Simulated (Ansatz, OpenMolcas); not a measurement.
**How methods differ on BH2O2F (SMILES OB(O)F)**

The species is BH2O2F (6 atoms), meant as a singlet with charge 0. SMILES: `OB(O)F`. Geometry: relaxed at PBE0-D4/def2-TZVP. This is one conformer, not always the lowest.

```xyz
6

O    -0.4775    0.9710   -0.2084
B    -0.0238   -0.3075   -0.1065
O     0.9894   -0.6352    0.7261
F    -0.5731   -1.2806   -0.8332
H    -1.1989    1.0661   -0.8343
H     1.3260    0.1222    1.2100
```

Quantity: the HOMO–LUMO gap, in eV. The values are calculated.

```
              level                    kind     program  value (eV)
    SVWN5/def2-SVPD                     LDA  OpenMolcas        7.46
     BLYP/def2-SVPD                     GGA      Ansatz        7.12
    M06-L/def2-SVPD                meta-GGA  OpenMolcas        8.14
   M06-2X/def2-SVPD         hybrid meta-GGA  OpenMolcas       11.54
     PBE0/def2-SVPD           global hybrid  OpenMolcas        9.72
CAM-B3LYP/def2-SVPD  range-separated hybrid      Ansatz       11.76
  wB97M-V/def2-SVPD  range-separated hybrid      Ansatz       13.03
   B2PLYP/def2-SVPD           double hybrid  OpenMolcas       11.97
```

The values span 7.12 to 13.03 eV. Orbital gaps aren't excitation energies, and those of double hybrids come from the SCF part alone; they tend to grow with the share of exact exchange.

All three semilocal functionals give smaller gaps than any of the hybrids, with M06-L highest among them at 8.14 eV and PBE0 lowest among the hybrids at 9.72 eV. The functional's class alone does not fix the order: BLYP falls below SVWN5, and B2PLYP lies between the two range-separated hybrids. The latter two probably differ because wB97M-V retains more exact exchange at long range, where CAM-B3LYP keeps only part of it.

A wide gap is chemically reasonable for this molecule. The highest occupied level should be mainly oxygen lone pair in character, held low by oxygen's electronegativity, while π donation from oxygen and fluorine into the formally empty boron p orbital pushes the corresponding antibonding level up. That probably leaves a diffuse orbital with O–H antibonding character as the LUMO, rather than a low-lying acceptor level on boron. If so, the gap would also depend on how many diffuse functions the basis contains, which a comparison in a single basis cannot reveal.
